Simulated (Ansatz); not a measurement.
A ladder of methods for GeH2O (germanone)

GeH2O: 4 atoms, total charge 0, spin state singlet. As SMILES, `[O]=[GeH2]`. Geometry: a GFN2-xTB relaxation, a rough one for these elements and not checked as a minimum.

```xyz
4

O    -0.0573   -0.9394    1.3060
Ge   -0.0012   -0.0206    0.0286
H    -1.1122    0.0703   -1.0116
H     1.1707    0.8897   -0.3230
```

Each level gives the energy change with the Ge2–H3 bond stretched from 1.525 to 1.906 Å (eV). The values are calculated.

```json
{"level": "HF/STO-3G (restricted)", "kind": "Hartree–Fock", "program": "Ansatz", "value (eV)": "1.51", "less FCI/STO-3G": "+0.48", "CPU time (all runs)": "0.32 s"}
{"level": "revPBE/STO-3G (restricted)", "kind": "GGA", "program": "Ansatz", "value (eV)": "0.96", "less FCI/STO-3G": "-0.07", "CPU time (all runs)": "2.5 s"}
{"level": "r2SCAN/STO-3G (restricted)", "kind": "meta-GGA", "program": "Ansatz", "value (eV)": "1.10", "less FCI/STO-3G": "+0.07", "CPU time (all runs)": "6 s"}
{"level": "PBE0/STO-3G (restricted)", "kind": "global hybrid", "program": "Ansatz", "value (eV)": "1.17", "less FCI/STO-3G": "+0.14", "CPU time (all runs)": "2.3 s"}
{"level": "r2SCAN0/STO-3G (restricted)", "kind": "hybrid meta-GGA", "program": "Ansatz", "value (eV)": "1.24", "less FCI/STO-3G": "+0.21", "CPU time (all runs)": "6.4 s"}
{"level": "CAM-B3LYP/STO-3G (restricted)", "kind": "range-separated hybrid", "program": "Ansatz", "value (eV)": "1.26", "less FCI/STO-3G": "+0.23", "CPU time (all runs)": "2.6 s"}
{"level": "B2PLYP/STO-3G (restricted)", "kind": "double hybrid", "program": "Ansatz", "value (eV)": "1.18", "less FCI/STO-3G": "+0.15", "CPU time (all runs)": "3.4 s"}
{"level": "CCSDTQ/STO-3G (restricted)", "kind": "coupled cluster or CI", "program": "Ansatz", "value (eV)": "1.03", "less FCI/STO-3G": "0.00", "CPU time (all runs)": "32 s"}
{"level": "FCI/STO-3G", "kind": "exact in the basis", "program": "Ansatz", "value (eV)": "1.03", "less FCI/STO-3G": "0.00", "CPU time (all runs)": "16 s"}
```

FCI/STO-3G is exact within its basis and frozen core, so for wave-function methods in that basis the difference is their error; functionals converge differently with the basis, so for them it is only a difference. All-electron rows without a relativistic Hamiltonian named are non-relativistic. The first shape isn't each level's own minimum. The values span 0.96 to 1.51 eV. All rows use very small basis sets, so even the best lies far from the true value. In the correlated wave-function rows the outer d shell of Ge is correlated, in sets not made for it. Times are those of the runs behind each value, whatever else they computed, on shared processors of several kinds: orders of magnitude only.

Restricted Hartree–Fock makes stretching the Ge–H bond too costly, by 0.48 eV relative to FCI. As the bond lengthens, the σ and σ* orbitals draw closer and left-right correlation grows. A single closed-shell determinant cannot respond, and it keeps too much ionic character in the electron pair. CCSDTQ recovers the missing correlation to the printed precision, as expected when one bond is only partly stretched.

Among the functionals, the cleanest comparison is r2SCAN with r2SCAN0, where adding exact exchange raises the cost from 1.10 to 1.24 eV. This fits the loss of some of the static correlation that semilocal exchange mimics. The exchange fraction alone does not order the whole set, however: B2PLYP, despite its large share, gives only 1.18 eV, probably because its perturbative correlation term offsets part of the rise. With no lower coupled-cluster level in the series, the agreement of CCSDTQ with FCI does not reveal whether triples or even doubles would already suffice.
